The pressure in this table is the mean of the three normal stresses in a crystal whose shape has been changed while its volume was held fixed. It counts as positive when the crystal pushes outwards on the whole, so that it would expand if it could change its volume but not its shape. The crystal is Al₃Cu, built of square atomic layers, one of copper followed by three of aluminium. Density functional theory gave the energy and the stress at each shape. The axial ratio is the height of the cell over its width, divided by the same quotient in the starting cell, so values above 1 mean a stretched crystal and values below 1 a flattened one.

Al₃Cu (P4/mmm, a = 2.780 Å, c = 7.603 Å) stretched or flattened along c at a fixed 14.69 Å³ per atom, with fractional coordinates held. Ansatz 0.2.0, plane-wave PAW, scalar-relativistic PBEsol without spin polarisation, 420 eV cutoff, 18×18×8 k mesh, Gaussian smearing of 0.15 eV. Energies are free energies relative to the starting cell; pressure is positive in compression.

```csv
axial ratio (over its starting value),energy change (meV/atom),pressure (GPa)
0.8,87.6,0.83
0.85,62.0,0.57
0.92,23.5,0.18
0.96,6.1,0.02
1,0.0,-0.02
1.05,13.1,0.33
1.1,43.6,1.08
1.2,130.7,3.29
1.3,241.3,6.33
```

Two proportions are worth remembering. **A stretched crystal gains about 1 GPa for every 40 meV per atom that the deformation costs. A flattened one needs about 100 meV per atom for the same gain.** The row at 1.1 is a handy anchor for the first, with 43.6 meV per atom and 1.08 GPa.

### Why energy gives pressure

It may seem odd that a change of shape makes any pressure when the volume stays the same. The reason is that the cost of the deformation itself depends on volume. If the deformed shape is more expensive in a tighter cell, the crystal can lower that cost by expanding, and it pushes outwards.

This becomes a formula in three steps. Call the energy change ΔE, the volume per atom V, and the rise in pressure over the starting cell ΔP.

1. Pressure is minus the slope of energy against volume at fixed shape, so ΔP = −dΔE/dV.
2. Suppose that the cost follows a power of the volume, ΔE ∝ V⁻ᵍ. The exponent g then says by how many per cent the cost grows when the volume shrinks by one per cent.
3. Taking the slope gives ΔP = g · ΔE / V.

The first step is exact. The second is an assumption, and it is useful only if one value of g serves for many shapes. For the stretched rows it does: g stays between 2.3 and 2.5. For the flattened rows it is below 1 throughout and less steady.

To turn g into a rule for mental arithmetic, the volume is needed in convenient units. A pressure of 1 GPa acting on 1 Å³ amounts to 6.24 meV, so on the 14.69 Å³ of one atom it amounts to about 92 meV. Dividing by g gives the energy that goes with each gigapascal. The rounded results are the 40 and 100 meV per atom given above.

### Two rows worked by hand

**Stretched, axial ratio 1.2.** The energy change is 130.7 meV per atom. Dividing by 40 gives a rise of 3.27 GPa. The starting cell has a small residual pressure of −0.02 GPa, so the estimate is 3.25 GPa, against 3.29 GPa in the table.

**Flattened, axial ratio 0.85.** The energy change is 62.0 meV per atom. Dividing by 100 gives a rise of 0.62 GPa, and the residual pressure brings this to 0.60 GPa. The table has 0.57 GPa.

Both rows belonged to the fit from which the two constants were rounded. The agreement therefore shows how well the rule sums up this table, and is no test on fresh data.

### What the two directions do to the contacts

Stretching and flattening press on different contacts between atoms. When the crystal is stretched, its layers move apart and each layer is squeezed sideways. At an axial ratio of 1.2 the contacts within a layer have become 5.9 % shorter. These are contacts between atoms of the same kind, four for each atom, and they are the only near contacts that become shorter.

Flattening does the opposite. The layers spread sideways and approach one another, but the spreading offsets much of the approach. At an axial ratio of 0.8 the aluminium contacts between layers are 3.3 % shorter, and those between copper and aluminium only 0.8 %. Atoms that face each other across a layer approach most sharply, by 14 %. The closest such pairs are aluminium atoms on either side of a copper layer. They start 3.35 Å apart, too far to count as near contacts, and end 2.89 Å apart.

Repulsion between atoms rises steeply as they approach, so it is tempting to put the larger g of the stretched crystal down to contacts that are pressed harder. The amount of shortening alone doesn't explain it. At an axial ratio of 1.05 the contacts within a layer are only 1.6 % shorter, less than the aluminium contacts between layers at 0.8, yet g is 2.45 there against 0.89. The percentage of shortening can't be what sets g. The contacts within a layer are shorter than the aluminium contacts between layers from the start, though, so stronger repulsion in them isn't ruled out.

The pressures themselves hold part of the answer. 
The shapes at 0.96 and 1.05 lie about equally far from the start, yet the pressure rises by 0.04 GPa in one and by 0.35 GPa in the other. Close to the starting shape, then, the pressure has a part that changes sign with the strain. Such a part means that the preferred shape shifts with volume, and its sign here says that a denser crystal favours a flatter cell. The shift adds to the pressure on stretching and takes from it on flattening. How much of the difference in g it explains at large strains, and which contacts are behind it, stays open.

For another deformation or another crystal, g therefore can't be guessed from how much the contacts shorten. One calculated shape in each direction, well away from the start, gives a first value. Where symmetry makes the two directions alike, a single shape is enough.

### Why the energy has to be known

It is tempting to skip the energy and work from the shape alone, treating the crystal as a spring. For a perfect spring, the energy divided by the squared strain would be the same in every row. Here, with the logarithm of the axial ratio as the strain, that quotient falls from about 5500 meV per atom at 1.05 to about 1760 at 0.8. A single spring constant can't cover such a range.

The pressure of the stretched crystal departs from the spring picture in much the same way as the energy does. Divided by the squared strain, its rise varies by a factor of 1.6 over the stretched rows. Divided by the energy, it varies by only 6 %. The softening of the crystal is already contained in the energy, which is why the energy is the better starting point.

### How good the rule is

From flattening at 0.8 to stretching at 1.2, the rounded rule gives the rise in pressure to within 0.05 GPa. At 1.3 it is 0.3 GPa too low, or 5 % of the calculated rise. Most of that comes from rounding the fitted 38 meV per atom up to 40. The finer value is better there but worse at 1.2, where it overshoots by 0.1 GPa.

Two constants could also be spent differently, on one g for both directions plus a term proportional to the strain. Such a term describes the shift of the preferred shape, which is allowed because the crystal isn't cubic. Fitted to the same eight deformed shapes, this version has a typical error of 0.14 GPa, against 0.04 GPa for a separate g on each side. A steady shift with a single g therefore doesn't account for the whole difference between the two directions. The full comparison is in the output below.

### Where it stops working

The rule is weakest for slight flattening. At 0.96 it predicts a rise of 0.06 GPa where the table gives 0.04 GPa, an error of about half the calculated value, though tiny in absolute terms. The shift of the preferred shape with volume is the likely cause. It makes the pressure start in proportion to the strain, while the energy starts very nearly with its square, so close to the starting shape no fixed ratio between the two can hold. For flattening slighter than in any row here, the pressure is even expected to dip below its starting value, while the rule predicts a rise.

The estimated pressure is also not the load needed to hold the shape. At an axial ratio of 1.2 the crystal pushes sideways with 9.85 GPa and pulls along its axis with 9.84 GPa. The mean of the three directions is only 3.3 GPa, because the pull cancels one of the two sideways pushes. For a question about strength or yielding, the separate stresses are the ones to use.

Very small strains aside, the constants hold for this crystal at this volume, between axial ratios of 0.8 and 1.3. The layers kept their relative heights in the cell during the deformation, and forces on some of the atoms remain. Letting the layers settle would lower the energy and could alter the pressure, so both constants might change. Temperature is absent as well, and a warm crystal would add its own thermal pressure. The PBEsol functional also ran on atomic datasets made for PBE, which may shift the constants slightly.

Printed output of the fit:

```
Pressure rise and hand rule (ratios in the undisturbed row are undefined and printed as 0):
   row  rise GPa  energy per volume GPa       g  energy over squared log strain meV  hand rule GPa  miss GPa  miss percent
   0.8      0.85                 0.9554  0.8897                                1759          0.876     0.026         3.059
  0.85      0.59                 0.6762  0.8725                                2347           0.62      0.03         5.085
  0.92       0.2                 0.2563  0.7803                                3380          0.235     0.035          17.5
  0.96      0.04                0.06653  0.6012                                3661          0.061     0.021          52.5
   1.0         0                      0       0                                   0              0         0             0
  1.05      0.35                 0.1429    2.45                                5503         0.3275   -0.0225        -6.429
   1.1       1.1                 0.4755   2.313                                4800           1.09     -0.01       -0.9091
   1.2      3.31                  1.425   2.322                                3932          3.267   -0.0425        -1.284
   1.3      6.35                  2.632   2.413                                3505          6.033   -0.3175            -5
fit of dP on 8 rows (moved): coefficient of us 2.39 +/- 0.017, coefficient of uq 0.8783 +/- 0.042; rms 0.044, worst 1.2 0.0975, leave-one-out rms 0.0974
  rows outside the fit (model, value, miss): 1.0 0, 0, 0
fit of dP on 8 rows (moved): coefficient of u 1.931 +/- 0.054, coefficient of lnr 4.144 +/- 0.4; rms 0.137, worst 1.1 0.213, leave-one-out rms 0.27
  rows outside the fit (model, value, miss): 1.0 0, 0, 0
Energy for 1 GPa when stretched, from the fit, meV/atom: 38.36
Energy for 1 GPa when flattened, from the fit, meV/atom: 104.4
Largest over smallest g among stretched rows: 1.059
Largest over smallest pressure rise per squared log strain among stretched rows: 1.594
In-plane contact at ratio 1.2, change in percent: -5.896
Cu-Al contact at ratio 0.8, change in percent: -0.7824
Al-Al contact between layers at ratio 0.8, change in percent: -3.286
Mean of the three stresses at ratio 1.2 in GPa: 3.286
```
